**3d ionisation energies of the 20-electron ions Se14+ to Ta53+: scaling, eigenvalue gap and deficit against NIST**

The table holds ionisation energies, highest eigenvalues and 3d radii of six [Ar]3d² ions from scalar-relativistic spin-polarised LDA, beside configuration-averaged Dirac-Fock values and theoretical NIST entries. The program fits a screened hydrogenic form and a 1/Z expansion with and without a hydrogenic relativistic term, tests whether the gap between eigenvalue and ionisation energy scales as 1/⟨r⟩, and diagonalises d² with Slater integrals and a spin-orbit splitting scaled from the Eu43+ run. The relativistic term lowers the rms residual of the two-parameter expansion from 4.1 to 1.0 eV, and gap × ⟨r⟩ stays near 11 eV bohr in all rows. The multiplet and spin-orbit offset, corrected for Breit, QED and recoil terms and for the spin polarisation of LDA, with nothing fitted to NIST, reproduces the deficits of both methods within the stated uncertainties, overshooting the LDA deficit by 0.9 to 3.0 eV.

Calculated values. Ions with 20 electrons, [Ar] 3d², as spherical all-electron Kohn-Sham atoms in Quantum ESPRESSO 7.5 (ld1.x): LDA-PZ, scalar-relativistic, spin-polarised with open shells at highest spin, point nucleus. Ionisation energies (IE) are differences of total energies. The Dirac-Fock column uses the Dirac-Coulomb Hamiltonian, a Fermi nucleus and an average over the configuration.

## The fit in Python

```python
# Table: 3d ionisation energies (IE) of [Ar]3d2 ions; ld1.x scalar-relativistic spin-polarised LDA-PZ (energy differences),
# configuration-averaged Dirac-Fock (DF), NIST theory values. Tested: 1/Z expansion plus hydrogenic relativistic term,
# eigenvalue gap ~ 1/<r>, and unresolved d2 multiplet and spin-orbit structure as source of the deficit against NIST.
T = {
    'ion': ['Se14+', 'Mo22+', 'Tc23+', 'In29+', 'Eu43+', 'Ta53+'],
    'Z': [34, 42, 43, 49, 63, 73],
    'charge': [14, 22, 23, 29, 43, 53],  # e
    'ionisation_energy': [472.287, 1016.83, 1098.67, 1653.95, 3380.01, 4985.57],  # eV
    'minus_highest_eigenvalue': [449.93, 985.4, 1066.1, 1614.7, 3325.5, 4920.4],  # eV
    'highest_level_mean_radius': [0.48359, 0.34887, 0.33725, 0.2812, 0.20265, 0.16871],  # bohr
    'nist': [473.0, 1019.0, 1102.0, 1659.0, 3398.0, 5024.0],  # eV
    'nist_unc': [3.0, 4.0, 4.0, 4.0, 4.0, 5.0],  # eV
    'error': [-0.713, -2.17, -3.33, -5.05, -18.0, -38.4],  # eV
    'ie_hf': [469.1, 1013.1, 1094.8, 1649.6, 3374.5, 4979.0],  # eV
}
import numpy as np
from scipy.constants import physical_constants as pc, alpha
from scipy.optimize import minimize_scalar
from sympy.physics.wigner import wigner_3j as w3
Ha = pc['Hartree energy in eV'][0]; Ry = Ha/2; A = lambda k: np.array(T[k], float)
ion = T['ion']; Z, IE, eps, r = A('Z'), A('ionisation_energy'), A('minus_highest_eigenvalue'), A('highest_level_mean_radius')
nist, unc, err, DF = A('nist'), A('nist_unc'), A('error'), A('ie_hf'); e = list(Z).index(63)
# further outputs of the same runs (not table columns), eV unless stated
eps1 = np.array([494.9924, 1048.864, 1131.864, 1694.165, 3436.987, 5054.996])  # LDA -eps(3d up) of the 3d1 ion
e52 = np.array([470.2791, 1013.023, 1094.542, 1647.343, 3361.945, 4951.746])  # DF -eps(3d5/2)
cmt = np.array([-3.928551, -6.135158, -7.404626, -9.818726, -25.00655, -47.80133])  # DF+Breit+QED+recoil less NIST
F0, F2, F4, D = 121.4845, 62.71013, 40.4045, (124.88 - 123.5492)*Ha  # Eu43+ DF Slater integrals, 3d splitting
rms = lambda x: np.sqrt(np.mean(x**2))
def lin(cols, y):
    M = np.array(cols).T; p = np.linalg.lstsq(M, y, rcond=None)[0]; return p, y - M@p
print('rounding of table: LDA IE 0.005, DF IE 0.05, NIST 0.5 eV')
Ze = np.sqrt(9*IE/Ry); rel = Ry*alpha**2*Ze**4*(3/2.5 - 0.75)/81; y = IE - Ry*Z**2/9; one = Z*0 + 1
s = minimize_scalar(lambda s: np.sum((1 - Ry*(Z - s)**2/9/IE)**2), bounds=(5, 25), method='bounded').x
ra = IE - Ry*(Z - s)**2/9; pb, rb = lin([Z, one], y); pr, rc = lin([Z, one], y - rel)
pd, rd = lin([Z, one, 1/Z], y); pk, rk = lin([Z, one, rel], y)
print(f'A: Ry(Z-s)^2/9, s={s:.2f}; B: RyZ^2/9+bZ+c, b={pb[0]:.2f}, c={pb[1]:.1f} eV')
print(f'C: B + hydrogenic scalar-relativistic term, b={pr[0]:.2f}, c={pr[1]:.1f} eV')
print('ion   screening(IE) screening(<r>) rel.term  residual A, B, C (eV)')
for i in range(6): print(f'{ion[i]:6s}{Z[i]-Ze[i]:8.2f}{Z[i]-10.5/r[i]:12.2f}{rel[i]:11.1f}{ra[i]:10.1f}{rb[i]:7.2f}{rc[i]:7.2f}')
print(f'rms eV: A {rms(ra):.1f}, B {rms(rb):.2f}, C {rms(rc):.2f}, B+d/Z {rms(rd):.2f}, C with free factor {pk[2]:.2f}: {rms(rk):.2f}')
print(f'worst row C: {ion[np.argmax(abs(rc))]}; IE ratio last/first {IE[-1]/IE[0]:.2f}, Z^2 ratio {(Z[-1]/Z[0])**2:.2f}')
gap = IE - eps; mid = (eps + eps1)/2 - IE
print('ion   -eps/IE  gap(eV) gap*<r>(eV bohr) (gap/IE)*Zeff  midpoint-IE(eV)')
for i in range(6): print(f'{ion[i]:6s}{eps[i]/IE[i]:7.3f}{gap[i]:8.2f}{gap[i]*r[i]:12.2f}{gap[i]/IE[i]*Ze[i]:14.3f}{mid[i]:14.2f}')
sl = np.polyfit(np.log(r), np.log(gap), 1)[0]
print(f'gap ~ <r>^{sl:.3f}; gap ratio last/first {gap[-1]/gap[0]:.2f}; Eu drift of eps {eps1[e]-eps[e]:.1f} eV = {(eps1[e]-eps[e])/F0:.2f} F0')
m = np.arange(-2, 3); ml = np.repeat(m, 2); Lp = np.diag(np.sqrt(6. - m[:-1]*(m[:-1] + 1)), -1); Sp = np.diag([1.], -1)
ls = np.kron(np.diag(m), np.diag([-.5, .5])) + 0.5*(np.kron(Lp, Sp.T) + np.kron(Lp.T, Sp))
dl = ((ml[:, None] + ml[None, :])[:, :, None, None] == (ml[:, None] + ml[None, :])[None, None, :, :])
def V(k):
    c = np.array([[(-1)**(a + 2)*5*float(w3(2, k, 2, 0, 0, 0)*w3(2, k, 2, -a, a - b, b)) for b in range(-2, 3)] for a in range(-2, 3)])
    c = np.kron(c, np.eye(2)); return (np.einsum('ac,db->abcd', c, c)*dl).reshape(100, 100)
I = np.eye(10); P = np.array([(np.kron(I[a], I[b]) - np.kron(I[b], I[a]))/2**.5 for a in range(10) for b in range(a)]).T
V2, V4, SO = [P.T@X@P for X in (V(2), V(4), np.kron(ls, I) + np.kron(I, ls))]
def off(f, z):
    w = np.linalg.eigvalsh(f*(F2*V2 + F4*V4) + z*SO); return w.mean() - w[0] - 1.5*z
sso = 63 - (324*D/Ha/alpha**2)**0.25; Dl = D*((Z - sso)/(63 - sso))**4; f = r[e]/r
full = np.array([off(f[i], 0.4*Dl[i]) for i in range(6)]); term = np.array([off(x, 0) for x in f])
trip = 5/126*(F2 + F4)*f; bq = nist + cmt - DF; relax = e52 + 0.4*Dl - DF
print(f'Eu 3d splitting {D:.1f} eV, 0.6 of it {0.6*D:.1f} eV, hydrogenic spin-orbit screening {sso:.2f}')
print('ion   splitting implied DF relaxation  offset: no spin-orbit, full; Breit+QED+recoil (eV)')
for i in range(6): print(f'{ion[i]:6s}{Dl[i]:8.1f}{relax[i]:12.2f}{term[i]:18.1f}{full[i]:8.1f}{bq[i]:10.2f}')
mD, mL = full + bq, full + bq - trip
print('ion   NIST-DF model resid | NIST-LDA model resid | unc | LDA-DF triplet rest (eV)')
for i in range(6):
    print(f'{ion[i]:6s}{nist[i]-DF[i]:6.1f}{mD[i]:6.1f}{nist[i]-DF[i]-mD[i]:6.1f} |{-err[i]:6.1f}{mL[i]:6.1f}{-err[i]-mL[i]:6.1f} |{unc[i]:3.0f} |{IE[i]-DF[i]:6.2f}{trip[i]:6.2f}{IE[i]-DF[i]-trip[i]:6.2f}')
print('LDA error / uncertainty:', ' '.join(f'{x:.2f}' for x in -err/unc), '; error % of IE:', ' '.join(f'{x:.2f}' for x in 100*err/nist))
print(f'Mo to Tc step of LDA error {err[2]-err[1]:.2f} eV, model {mL[1]-mL[2]:.2f} eV; worst model row (LDA): {ion[np.argmax(abs(err+mL))]}')
assert abs(term[e] - (58*F2 - 5*F4)/441) < 1e-6 and np.all(bq < 0.05)
assert np.all(err < 0) and np.all(IE > DF) and np.all(np.diff(nist - DF) > 0)
assert -1.1 < sl < -0.9 and np.all(np.diff(eps/IE) > 0)
assert rms(rc) < rms(rb) < rms(ra)
```

Running it gives:

```
rounding of table: LDA IE 0.005, DF IE 0.05, NIST 0.5 eV
A: Ry(Z-s)^2/9, s=16.11; B: RyZ^2/9+bZ+c, b=-46.03, c=284.1 eV
C: B + hydrogenic scalar-relativistic term, b=-47.14, c=328.0 eV
ion   screening(IE) screening(<r>) rel.term  residual A, B, C (eV)
Se14+    16.32       12.29        0.4     -11.3   5.58  -1.08
Mo22+    16.07       11.90        1.8       3.9  -0.79  -0.03
Tc23+    16.04       11.87        2.1       5.9  -1.42   0.15
In29+    15.92       11.66        4.8      19.1  -4.45   1.07
Eu43+    15.72       11.19       20.1      56.8  -4.40   1.30
Ta53+    15.57       10.76       43.8      93.6   5.47  -1.41
rms eV: A 45.7, B 4.14, C 1.00, B+d/Z 1.51, C with free factor 0.81: 0.15
worst row C: Ta53+; IE ratio last/first 10.56, Z^2 ratio 4.61
ion   -eps/IE  gap(eV) gap*<r>(eV bohr) (gap/IE)*Zeff  midpoint-IE(eV)
Se14+   0.953   22.36       10.81         0.837          0.17
Mo22+   0.969   31.43       10.96         0.802          0.30
Tc23+   0.970   32.57       10.98         0.799          0.31
In29+   0.976   39.25       11.04         0.785          0.48
Eu43+   0.984   54.51       11.05         0.763          1.23
Ta53+   0.987   65.17       10.99         0.751          2.13
gap ~ <r>^-1.015; gap ratio last/first 2.91; Eu drift of eps 111.5 eV = 0.92 F0
Eu 3d splitting 36.2 eV, 0.6 of it 21.7 eV, hydrogenic spin-orbit screening 9.66
ion   splitting implied DF relaxation  offset: no spin-orbit, full; Breit+QED+recoil (eV)
Se14+      1.6        1.81               3.3     3.7     -0.03
Mo22+      4.9        1.88               4.5     6.4     -0.24
Tc23+      5.5        1.95               4.7     6.8     -0.20
In29+     10.7        2.03               5.6    10.3     -0.42
Eu43+     36.2        1.93               7.8    26.6     -1.51
Ta53+     72.0        1.55               9.4    48.8     -2.80
ion   NIST-DF model resid | NIST-LDA model resid | unc | LDA-DF triplet rest (eV)
Se14+    3.9   3.7   0.2 |   0.7   2.0  -1.3 |  3 |  3.19  1.71  1.47
Mo22+    5.9   6.2  -0.3 |   2.2   3.8  -1.6 |  4 |  3.73  2.38  1.35
Tc23+    7.2   6.6   0.6 |   3.3   4.2  -0.9 |  4 |  3.87  2.46  1.41
In29+    9.4   9.9  -0.5 |   5.0   7.0  -1.9 |  4 |  4.35  2.95  1.40
Eu43+   23.5  25.1  -1.6 |  18.0  21.0  -3.0 |  4 |  5.51  4.09  1.42
Ta53+   45.0  45.9  -0.9 |  38.4  41.0  -2.6 |  5 |  6.57  4.92  1.65
LDA error / uncertainty: 0.24 0.54 0.83 1.26 4.50 7.68 ; error % of IE: -0.15 -0.21 -0.30 -0.30 -0.53 -0.76
Mo to Tc step of LDA error -1.16 eV, model -0.40 eV; worst model row (LDA): Eu43+
```
